An electron in the closed 4d shell of Cd$^{2+}$ has nine partners in that shell, but the Hartree potential of a Kohn-Sham calculation is built from the whole density and counts ten. The extra term is the repulsion of the electron by its own charge cloud. For a spherically averaged orbital it equals the Slater integral $F^0(4d,4d)$, which is 19.75 eV for the 4d orbital of the self-interaction-corrected run on this ion. Exact exchange removes the term completely, whereas local exchange, which knows only the density at each point, removes part of it. What is left pushes the level up, and the size of that remainder decides which level of theory a given purpose needs.

A scaling argument says how the remainder behaves. If an orbital density is compressed as $n_\lambda(\mathbf r)=\lambda^3 n(\lambda\mathbf r)$, its self-repulsion and its local exchange energy both grow in proportion to $\lambda$. The uncancelled part should therefore be a roughly fixed fraction of $F^0$ for orbitals of similar shape, and should grow as the inverse of the orbital size. The Perdew-Zunger self-interaction correction (SIC) subtracts, for each orbital $i$, the potential $v_H[n_i]+v_{xc}[n_i,0]$ generated by that orbital alone, so the shift it produces measures this remainder.

Scalar-relativistic, spin-polarised all-electron Kohn-Sham calculations of the free ions Cd$^{2+}$ and Cd$^{3+}$ with Quantum ESPRESSO 7.5 (ld1.x), using spherical densities and a point nucleus. SIC denotes the Perdew-Zunger self-interaction correction, and eigenvalues are negative for bound levels.

```
species   Z  charge (e)  electrons             configuration  functional  correction  eigenvalue (4d up) (eV)  eigenvalue (4d down) (eV)  mean radius (4d up) (bohr)  mean radius (4d down) (bohr)  ε(4d down) − ε(4d up) (eV)
   Cd2+  48           2         46                 [Kr] 4d10  LDA x-only        none                  -29.115                    -29.115                      1.2600                        1.2600                      0.0000
   Cd2+  48           2         46                 [Kr] 4d10      LDA-PZ        none                  -30.706                    -30.706                      1.2537                        1.2537                      0.0000
   Cd2+  48           2         46                 [Kr] 4d10      LDA-PZ         SIC                  -37.966                    -37.966                      1.2515                        1.2515                      0.0000
   Cd3+  48           3         45  [Kr] (4d up)5 (4d down)4  LDA x-only        none                  -44.781                    -43.916                      1.2020                        1.2055                      0.8641
   Cd3+  48           3         45  [Kr] (4d up)5 (4d down)4      LDA-PZ         SIC                  -54.015                    -53.294                      1.1962                        1.1997                      0.7212
   Cd3+  48           3         45  [Kr] (4d up)5 (4d down)4    LDA-PW92         SIC                  -54.039                    -53.291                      1.1961                        1.1996                      0.7480
```

The eigenvalue $\varepsilon$ is the Kohn-Sham level of the 4d shell for majority (up) or minority (down) spin, and the mean radius is $\langle r\rangle$ of the same orbital. LDA x-only has local exchange alone, while PZ and PW92 add the Perdew-Zunger or Perdew-Wang parametrisation of electron-gas correlation. In Cd$^{2+}$ both spin channels are full, so the zero in the last column follows from symmetry and tests nothing. In Cd$^{3+}$ one down electron has been removed by choice of configuration, and $\varepsilon(4d\ \mathrm{down})-\varepsilon(4d\ \mathrm{up})$ is the exchange splitting of two occupied channels, not an excitation energy.

The three Cd$^{2+}$ rows change one thing at a time. Correlation lowers the 4d level by 1.59 eV and SIC lowers it by a further 7.26 eV, a step 4.6 times as large. The SIC step is $7.26/19.75=0.37$ of the self-repulsion, so local exchange and correlation had cancelled a little under two thirds of it.

The other shells of the same runs test the scaling. From 4d to the compact 3d shell the SIC shift grows from 7.26 to 29.5 eV, yet its ratio to each shell's own $F^0$ stays between 0.355 (4s) and 0.399 (3d) for the 3d, 4s, 4p and 4d shells. That near constancy is shown by the numbers. It is partly built in, since the correction contains $F^0$ as its leading term, and the real information is that the local part and the self-consistent relaxation scale along with it.

Correlation acts quite differently. The correlation potential of the electron gas depends only weakly, roughly logarithmically, on density, so theory expects an almost common shift for all outer levels. The runs bear this out, with shifts of 1.59 to 1.69 eV over the three $n=4$ shells and 1.97 eV for 3d. Distances between the $n=4$ levels are therefore nearly blind to correlation and sensitive to SIC, while the distance from 4d to 3d changes with correlation by almost 0.4 eV.

The 4d–4p spacing of Cd$^{2+}$ makes the point concrete. It is 55.23 eV with exchange only, 55.31 eV with PZ and 57.16 eV with SIC. The last step arises because the smaller 4p orbital carries the larger self-repulsion and is lowered more. A shift taken from one shell should not be applied to another without rescaling it by the orbital size.

The same holds between charge states. Going from exchange only to PZ with SIC lowers the Cd$^{2+}$ level by 8.85 eV, but it lowers the Cd$^{3+}$ levels by 9.23 eV (up) and 9.38 eV (down). The 4d orbital of the higher ion is about 4 % smaller, and inverse-size scaling of the SIC shift then gives an extra lowering of about 0.3 eV, the right sign and order. Size cannot explain why the down level, whose orbital is the larger, moves more. The step also switches on correlation, which is expected to bind the minority spin more strongly, and these runs do not separate the two parts. A correction carried over from one ion to the next is good to about half an eV here and no better.

Whether the uncorrected level is too shallow can be judged inside the calculation, through Janak's theorem. For a variational functional the eigenvalue is the slope of the total energy with respect to the occupation $n$ of the level, $\partial E/\partial n=\varepsilon(n)$. Removing one down electron gives the ionisation energy

$$I=E(\mathrm{Cd}^{3+})-E(\mathrm{Cd}^{2+})=-\int_4^5\varepsilon_\downarrow(n)\,dn .$$

If $\varepsilon_\downarrow$ is linear in $n$, the integral is the mean of its end points,

$$I\approx-\tfrac12\left[\varepsilon(\mathrm{Cd}^{2+})+\varepsilon_\downarrow(\mathrm{Cd}^{3+})\right]=-\varepsilon(\mathrm{Cd}^{2+})+\tfrac12\Delta ,$$

where $\Delta$ is the drop of the level on ionisation. Nothing in this estimate is fitted, and it takes the final state of the ionisation to be the Cd$^{3+}$ configuration of the table.

For exchange-only LDA the two end points give $I\approx(29.115+43.916)/2=36.52$ eV. The difference of total energies in the same calculation is 36.40 eV, so the estimate is 0.12 eV too high relative to it, which is the price of treating $\varepsilon_\downarrow(n)$ as a straight line.

The second form of the estimate shows what goes wrong with the bare eigenvalue. The level drops by 14.80 eV on ionisation, and half of that, 7.40 eV, nearly equals the 7.28 eV by which $-\varepsilon$ of Cd$^{2+}$ falls short of the total-energy result. The eigenvalue is the cost of removing the first infinitesimal part of an electron, and in LDA that cost climbs as removal proceeds, because each part removed no longer repels the part that remains. The exact energy is linear between integer electron numbers and has no such climb. With PZ the total-energy ionisation recorded with the Cd$^{2+}$ run is 38.08 eV and the shortfall is 7.37 eV, almost unchanged, which shows that local correlation hardly changes the curvature of $E(n)$.

SIC repairs the eigenvalue and breaks the recipe. Its $-\varepsilon$ of 37.97 eV lies only 0.56 eV below its own total-energy ionisation of 38.52 eV. The mean of the two SIC end points, however, overshoots that energy by 7.11 eV. The correction as applied here is not variational, so Janak's theorem does not hold strictly, but a large overshoot is expected in any case. The SIC level of Cd$^{3+}$ belongs to an electron that remains and has lost one real partner, so it approximates the cost of the next ionisation and not the last stage of this one. Even for the exact functional, whose level stays constant during the removal and jumps at the integer, the mean of these two end points would be too large. Adding half the drop counts a second time what SIC has already supplied. SIC eigenvalues of two charge states should never be averaged in this way.

The measured ionisation energy of Cd$^{2+}$ recorded with these runs is 37.47 eV. Relative to it the negative eigenvalue is 22 % too small with exchange only, 18 % too small with PZ and 1.3 % too large with SIC. A level diagram meant to be read as binding energies thus needs SIC, and adding correlation alone leaves most of the error in place. That the SIC shift comes so close to the shortfall is established for this one level of this one ion; the shift is a static self-term and the shortfall includes relaxation, so the closeness may owe something to cancellation.

Total-energy differences tell another story, since they compare states with whole numbers of electrons and do not rely on the slope at one end of the curve, although the spherical hole still spreads four down electrons over five orbitals. Relative to the same measured value the errors are $-1.07$ eV with exchange only, $+0.61$ eV with PZ and $+1.06$ eV with PZ plus SIC. Exchange alone underbinds because removing an electron from a closed shell breaks antiparallel pairs whose correlation energy it ignores, which is standard physics and agrees with the sign. PZ overshoots, and SIC adds another 0.44 eV in the wrong direction.

Before these residual errors are charged to a functional, spin-orbit coupling has to be counted, since a scalar-relativistic calculation leaves it out. Breit and QED terms are left out as well, though for an outer shell like 4d they are expected to matter much less. A $4d^9$ hole splits into $J=5/2$ and $J=3/2$ levels with six and four states, so the lower one lies four tenths of the splitting below the weighted average. With a rough recalled splitting of 0.7 eV this is about 0.3 eV, and the measured value refers to the lower level while the calculation refers to the average. Allowing for it would cut the PZ overshoot roughly in half and enlarge the exchange-only deficit. The PZ total-energy route and the SIC eigenvalue differ by only about 0.1 eV, less than this term and with a spherically smeared hole besides, so the data do not rank one above the other.

Orbital size needs far less care than binding. In Cd$^{2+}$ correlation shrinks the mean radius by 0.50 % and SIC by only 0.18 %, although the SIC energy shift is much the larger, so the deeper level is not produced by contraction. The reason, argued and not separately computed, is that a potential which is nearly constant across an orbital moves its energy and leaves its shape alone; only the net slope of the added potential reshapes it. The correlation potential is small but weakens steadily outwards as the density falls, and so pulls the orbital in. The other shells of the same runs confirm that depth and size are decoupled, since SIC lowers 4s and 4p while slightly expanding them, 4p from 0.9596 to 0.9613 bohr. Removing an electron changes the screening itself and shrinks the down orbital by 4.3 % with exchange only and 4.1 % with SIC. All rows of a given ion and spin agree within 0.01 bohr, so the cheapest level serves for radii at that accuracy.

The spin splitting of Cd$^{3+}$ comes from counting again. An up electron has four parallel partners in the shell and a down electron three, and local exchange turns this into a potential $v_{x\sigma}\propto -n_\sigma^{1/3}$ that is deeper for the majority spin wherever the spin density lies. Any orbital that overlaps the unpaired 4d spin feels this field. With exchange only the splittings are 0.880, 0.897 and 0.864 eV for 4s, 4p and 4d, which share the same region of space, and 0.226 eV for the inner 3d shell.

From exchange only to PZ with SIC the 4d splitting falls from 0.864 to 0.721 eV, by 16.5 %, and this step changes correlation and SIC together. Theory expects correlation to reduce the splitting, because it lowers the energy of antiparallel pairs most and so offsets part of the advantage of parallel spins. SIC should nearly cancel in the difference, as the up and down orbitals differ in radius by only 0.29 % in all three rows, which by inverse-size scaling is worth about two hundredths of an eV and, the up orbital being the smaller, would widen the splitting rather than narrow it. The 4s and 4p splittings fall by nearly the same fraction as that of 4d, as a weakened common field would make them, while that of the inner 3d shell falls by only about 7 %. Assigning the drop mainly to correlation is therefore a plausible inference, not a separated result, since the Cd$^{3+}$ levels with PZ and no SIC are not among the data; for that level of theory only the ionisation energy is recorded, with the Cd$^{2+}$ run.

Replacing PZ by PW92, both with SIC, raises the splitting by 0.027 eV, or 3.7 %. Almost all of it comes from the up level, which moves by $-0.024$ eV against $+0.003$ eV for down. The two forms describe the same electron gas and are known to differ in how they pass from the unpolarised to the polarised limit, which is the property a spin splitting probes. The choice matters only for targets finer than a few hundredths of an eV, and at that scale neglected physics dominates, since the spin-orbit splitting of the hole is as large as the whole exchange splitting and these numbers cannot be matched to measured fine structure.

The steps can now be set against purposes. For the spin splitting there is no reference value, so only the spread between levels of theory can be judged. The three Cd$^{3+}$ rows agree within 0.2 eV, but where 0.05 eV matters the choice counts, since exchange only lies more than 0.1 eV from the two rows with correlation and SIC. An ionisation energy wanted to about 1 eV is given by the total-energy differences with correlation or by the SIC eigenvalue; exchange only misses by 1.07 eV, and by more once spin-orbit coupling is allowed for. Accuracy of a tenth of an eV is reached by no row, and spin-orbit coupling must be added before any such claim, though it would still leave the PZ total-energy result about 0.3 eV too high, a remainder that belongs to the local functional or the spherical hole and that another parametrisation of the same electron-gas correlation is unlikely to remove.

Cost follows from counting potentials. Without SIC each self-consistent cycle builds two potentials, one per spin, and PZ or PW92 add only a local formula evaluated at each grid point, so there is no saving in leaving correlation out. With SIC every orbital has its own potential, up to 18 for nine shells and two spins, which multiplies that part of the work by about nine, though each is only a radial integration in a spherical atom. A total-energy ionisation needs two runs of the cheap kind and yields one binding energy, whereas a single SIC run yields a corrected level for every shell, of which only the 4d level of Cd$^{2+}$ has been checked against a measurement here.
